**Question: Why does the chair break away from the other ring shapes in these NMR shifts?**

I am looking at computed shifts for a ring of three silicon and three nitrogen atoms. Each silicon carries one methyl group and one fluorine. Conformers 1 to 3 are boat or twist forms, and conformer 4 is a chair.

GIAO shifts (reference shielding minus that here) of cyclic C3H12F3N3Si3 from PySCF 2.14.0 and tblite 0.8.0, at PBE0/pcSseg-1 on GFN2-xTB geometries without solvent. Each H row has the number of the atom carrying it. The average over the four conformers uses Boltzmann weights at 298.15 K from PBE0-D3(BJ)/pcSseg-1 energies and GFN2-xTB free-energy terms.

```tsv
atom	nucleus	count	reference	shift in conformer 1 (ppm)	shift in conformer 2 (ppm)	shift in conformer 3 (ppm)	shift in conformer 4 (ppm)	averaged shift (ppm)
1	13C	1	TMS	0.30	1.40	3.10	-3.30	1.30
2	29Si	1	TMS	-18.20	-16.70	-13.00	-14.70	-16.60
3	19F	1	CFCl3	-131.90	-135.50	-148.30	-134.80	-136.60
4	15N	2	NH3	58.30	60.60	63.50	61.10	60.20
5	29Si	2	TMS	-17.10	-17.10	-18.50	-6.70	-17.40
6	13C	2	TMS	0.80	1.20	1.20	4.00	1.00
7	19F	2	CFCl3	-139.80	-142.30	-138.80	-165.20	-140.40
8	15N	1	NH3	61.40	57.10	50.20	61.20	57.60
1	1H	3	TMS	0.25	0.30	0.36	0.10	0.29
4	1H	2	TMS	1.34	1.32	1.32	1.45	1.33
6	1H	6	TMS	0.20	0.18	0.15	0.37	0.18
8	1H	1	TMS	1.26	1.22	1.09	1.68	1.21
```

I expected the chair to be one more shape of the same flexible ring, with shifts inside the range that the other three span. For some signals this works, but F7 and Si5 are far off. What sets them apart, and should I worry about the averaged shifts?

**Answer**

Start with a flat ring. The two outer bonds of each silicon then point equally far above and below the ring plane, so neither is axial and neither is equatorial. If the ring puckers and a silicon moves up, its upper bond turns towards the upright, axial direction and its lower bond swings outwards, towards equatorial. What a fluorine or a methyl group experiences therefore depends on how far its own silicon has moved, and in which direction.

Boats and chairs distribute this movement differently. In an ideal boat or twist form the displacements of the three silicon atoms cancel: if one goes up, the other two together go down by the same amount. In a chair all three silicon atoms lie on one side of the mean plane and the three nitrogen atoms on the other. The chair is thus a different kind of puckering, which no sequence of boats and twists contains.

This matters because of how the signals are grouped. The ring runs Si2, N4, Si5, N8, Si9, N12. Two of the three silicon units have the same configuration and the third, with Si2, differs. A row with count 1 for Si, F or C belongs to that third unit, while a row with count 2 is the mean over the other two. If $z$ is the height of a silicon atom above the mean plane, an ideal boat or twist form obeys

$$z_2+z_5+z_9=0,\qquad\text{so}\qquad \frac{z_5+z_9}{2}=-\frac{z_2}{2}.$$

The pair, taken as a mean, moves only half as far as the single unit. In the chair $z_2=z_5=z_9$, and the pair moves as far as the single unit does. A shift that simply followed the height of its silicon would therefore vary half as much in a paired signal as in a single one, as long as the ring stays within the boat family. The heights of the three nitrogen atoms obey the same rule, though their shifts need not follow those heights so simply.

The table bears out the direction of this argument. For each kind of carbon, silicon, fluorine, nitrogen and hydrogen site, the paired signal varies less over conformers 1 to 3 than the single one, by a factor of two or more. F3, for example, covers 16.4 ppm and F7 only 3.5 ppm. That is less than half, so the shifts do not follow the height in simple proportion. The narrow range does not mean that each fluorine of the pair stays put in the boats. One can rise while the other falls, and their mean hides it. In the chair both silicon atoms of the pair move the same way, so this cancellation is lost.

**How large the breaks are**

Your expectation makes a usable smooth model: for each signal, take the lowest and the highest shift in conformers 1 to 3, and predict that the chair falls between them. The chair's own shift plays no part in setting these limits. For F7 they are −142.3 and −138.8 ppm, and the chair has −165.2 ppm. It misses the nearer limit by $165.2-142.3=22.9$ ppm, more than six times the width of the whole range.

Four of the twelve signals do fall inside: F3, Si2 and the two nitrogen signals. Among those outside, F7 is followed by Si5, which lies 10.4 ppm above its range. C6 lies 2.8 ppm above its own. These three belong to the same two silicon units, so they are better read as one structural change seen by three nuclei than as three separate oddities. The single unit shows a weaker form of the same pattern: from conformer 1 to conformer 3, F3 falls while C1 and Si2 rise.

The argument from heights does not account for every break. C1 belongs to the single unit, yet its chair value lies 3.6 ppm below its range. The proton signals fall outside as well, by 0.11 to 0.42 ppm. The boats are thus an unsafe guide to the chair even for some single sites, though the two largest failures, F7 and Si5, are in the pair.

**What changes at these atoms**

In the chair, F3 and the two methyl carbons of the pair, C6 and C10, are axial. C1 and the two fluorines of the pair are therefore equatorial. F7 is a signal of equatorial fluorines, and C6 is one of axial methyl groups. In a chair the axial bonds on the three silicon atoms all point to the same face, so the configuration of this isomer does not allow all three fluorines to be axial together.

Within the chair, the axial fluorine has a shift 30.4 ppm higher than the equatorial ones; a higher shift means less shielding. The axial methyl carbons lie 7.3 ppm above the equatorial one. Part of such a difference could come from the configuration of the units and have no link to the chair. The boat forms provide a control, because they contain the same units.

In conformers 1 to 3 the difference F3 less F7 is 7.9, 6.8 and −9.5 ppm. None of these comes near the value in the chair. If the difference between the averaged shifts is taken off, 26.6 ppm remains for fluorine. The same correction leaves 7.6 ppm for carbon, so for both nuclei most or all of the contrast appears only when the ring becomes a chair.

One ambiguity remains. Whenever the methyl group on a silicon is axial, the fluorine on that silicon is equatorial. The numbers therefore show the effect of exchanging the two positions together, and they cannot credit the shift of F7 to its own bond direction alone. For Si5 this makes little difference, since it carries both bonds and feels the exchange as a whole.

**Why the cyclohexane rule fails here**

Cyclohexanes would suggest the opposite order. There an axial methyl carbon is usually more shielded than an equatorial one, and so is an axial fluorine. For carbon this is the gamma-gauche effect. Here axial carbon and axial fluorine are both less shielded than their equatorial counterparts.

One explanation of the rule shows why it need not carry over. An axial group on cyclohexane stands close to two axial C–H bonds on the same face, and this contact can account for part of the extra shielding. In the present chair the neighbours on that face are methyl groups or fluorine on silicon. The contact with two single hydrogens is thus replaced by one with larger groups, across a ring with longer bonds.

That is a reason not to rely on the old order, but it does not explain the new one. The nitrogen lone pairs may play a part. At a nearly planar nitrogen the lone pair stands upright, roughly parallel to the axial bonds on the neighbouring silicon atoms, and can mix with their antibonding orbitals. An equatorial bond is poorly aligned for this. The two positions could differ for that reason, but the alignment alone does not tell which of them is more shielded. Crowding among the three axial groups could also reduce the shielding of the methyl carbons. The shifts alone cannot separate these effects, so the cause of the reversed order stays open.

**What this means for the averaged shifts**

The averaged shift weights each conformer by its population. The three boat and twist forms hold 47.2, 31.3 and 21.5 % of it, and the chair has 0.0 %. The large breaks therefore do not enter the averaged column at all. F7 averages to −140.4 ppm because the molecule, at this level, spends its time in shapes where the pair is not held in the chair arrangement.

The result would change if the chair were populated. With a share of 10 %, and the other forms keeping their relative weights, F7 would average to

$$0.9\times(-140.4)+0.1\times(-165.2)\approx-142.9\ \text{ppm}.$$

That is a change of about 2.5 ppm. F3 would move by only about 0.2 ppm, so the distance between the two fluorine signals would respond to the chair far more than the position of F3.

Whether such a share is realistic depends on the energies. By GFN2-xTB energy alone, all four conformers lie within about 0.4 kcal/mol of one another. A weight that prints as 0.0 % at room temperature, however, means that the final free energies put the chair some 4 kcal/mol or more above conformer 1. One further low-lying structure was also left out of the average, and one of the conformers, possibly the chair itself, keeps an imaginary vibrational mode, which makes its free-energy term doubtful. The ring shapes themselves come from GFN2-xTB, and rings of this type are soft and often nearly flat, so the separate forms, the chair included, may be partly a product of that method.

I would therefore not assign the two fluorine signals from the averages. F3 lies above F7 in conformers 1 and 2 but below it in conformer 3, so their order would reverse if the share of conformer 3 slightly more than doubled. An error of some 0.6 to 0.7 kcal/mol in its free energy would be enough. The intensities, one fluorine against two, are a safer guide. Unscaled fluorine and silicon shifts can also be wrong by tens of ppm in absolute terms. The contrast within the chair is a difference between like atoms at one level of theory, where much of such an error should cancel.

All of this rests on a single chair. The natural test is the inverted chair, with C1 and the two fluorines of the pair axial, which is not among the conformers in the table. If the positions of the bonds set the order, F7 should lie above F3 there, and C1 above C6.
